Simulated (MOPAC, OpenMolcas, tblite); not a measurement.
## A ladder of methods for GeH2ClF (SMILES [F][GeH2][Cl])

The species is GeH2ClF (5 atoms), meant as a singlet with charge 0. SMILES: `[F][GeH2][Cl]`. Geometry: relaxed at PBE0-D4/def2-TZVP.

Each level gives the HOMO–LUMO gap (eV). The values are calculated.

```csv
level,kind,program,value (eV),CPU time
PM6,semi-empirical,MOPAC,10.30,under 2 s
GFN1-xTB,semi-empirical,tblite,6.80,under 2 s
HF/aug-cc-pVDZ,Hartree–Fock,OpenMolcas,13.62,12 s
SVWN5/aug-cc-pVDZ,LDA,OpenMolcas,6.19,21 s
BLYP/aug-cc-pVDZ,GGA,OpenMolcas,6.19,28 s
r2SCAN/aug-cc-pVDZ,meta-GGA,OpenMolcas,7.10,36 s
PBE0/aug-cc-pVDZ,global hybrid,OpenMolcas,8.57,29 s
B2PLYP/aug-cc-pVDZ,double hybrid,OpenMolcas,10.61,19 s
```

All-electron rows without a relativistic Hamiltonian named are non-relativistic. The values span 6.19 to 13.62 eV. Orbital gaps aren't excitation energies, and those of double hybrids come from the SCF part alone; they tend to grow with the share of exact exchange. Times are those of the runs behind each value, whatever else they computed, on shared processors of several kinds: orders of magnitude only.

The gap of GeH2ClF depends strongly on how exchange is treated, rising from 6.19 eV with SVWN5 and BLYP through PBE0 and B2PLYP to 13.62 eV with Hartree–Fock. In a semilocal functional, occupied and empty orbitals feel the same multiplicative potential. Nonlocal exchange instead stabilises the occupied levels, while the empty ones feel the nearly unscreened repulsion of all the electrons. r2SCAN reaches 7.10 eV without any exact exchange, probably because its dependence on the kinetic-energy density also makes the potential orbital-dependent. The match between SVWN5 and BLYP suggests that gradient corrections shift both frontier levels almost equally.

The HOMO is probably a chlorine 3p lone pair, since fluorine's lie deeper. The LUMO may be Ge–Cl antibonding in the semilocal calculations but more diffuse in Hartree–Fock. PM6 lies close to B2PLYP and GFN1-xTB between BLYP and r2SCAN, but given their parametrised minimal valence bases, this is no independent support for either value. A wide gap in itself doesn't establish that the molecule resists halogen redistribution or hydrolysis.
